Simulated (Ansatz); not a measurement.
## A series in volume per atom on ScGa3

All results are calculated (Ansatz 0.2.0). Periodic Kohn-Sham DFT of a crystal at fixed atoms; pressure and stress are positive in compression; the energy is the free energy less that of spherical unpolarised free atoms; site moments are those in the method's own spheres, positive along +z.

Cell of the first row (space group Pm-3m, No. 221):
```
CELL_PARAMETERS angstrom
4.01140 0.00000 0.00000
0.00000 4.01140 0.00000
0.00000 0.00000 4.01140
ATOMIC_POSITIONS crystal
Sc 0.00000 0.00000 0.00000
Ga 0.00000 0.50000 0.50000
Ga 0.50000 0.00000 0.50000
Ga 0.50000 0.50000 0.00000
```

Settings of every row: method all-electron PAW; functional LDA; relativity scalar; k mesh 9x9x9; filling fermi-dirac; smearing width 0.05 eV; nucleus gaussian.

Atom start moment: 0 on all atoms.

| row | volume per atom (Å³) | pressure (GPa) |
| --- | --- | --- |
| 1 | 16.137 | -0.704 |
| 2 | 16.824 | -4.033 |
| 3 | 17.167 | ? |
| 4 | 17.339 | -6.093 |
| 5 | 17.854 | -7.84 |

Question: what pressure should row 3 give?

Worked fit of pressure. Take u = (V_r/V)^(2/3) − 1 with V_r = 17.081 Å³ an atom, which is twice the finite (Eulerian) strain; such expansions in the strain, on which the Birch-Murnaghan equation of state is built, carry the rest volume and the bulk modulus. The shown rows have u = 0.03863, 0.01016, -0.00994, -0.02908. Least squares give pressure = −5.104 + 102.579 × u + 292.86 × u² GPa; a straight line predicts inner rows, each left out in turn, worse (root mean square 0.21 against 0.0035 GPa). The rows lie off it by 0.000, -0.001, 0.002, -0.001. The withheld row has u = -0.00334, so the fit gives −5.104 + 102.579 × (-0.00334) + 292.86 × (-0.00334)² = -5.443 GPa.

The calculation gave -5.443 GPa. The fit meets it to the printed digit.
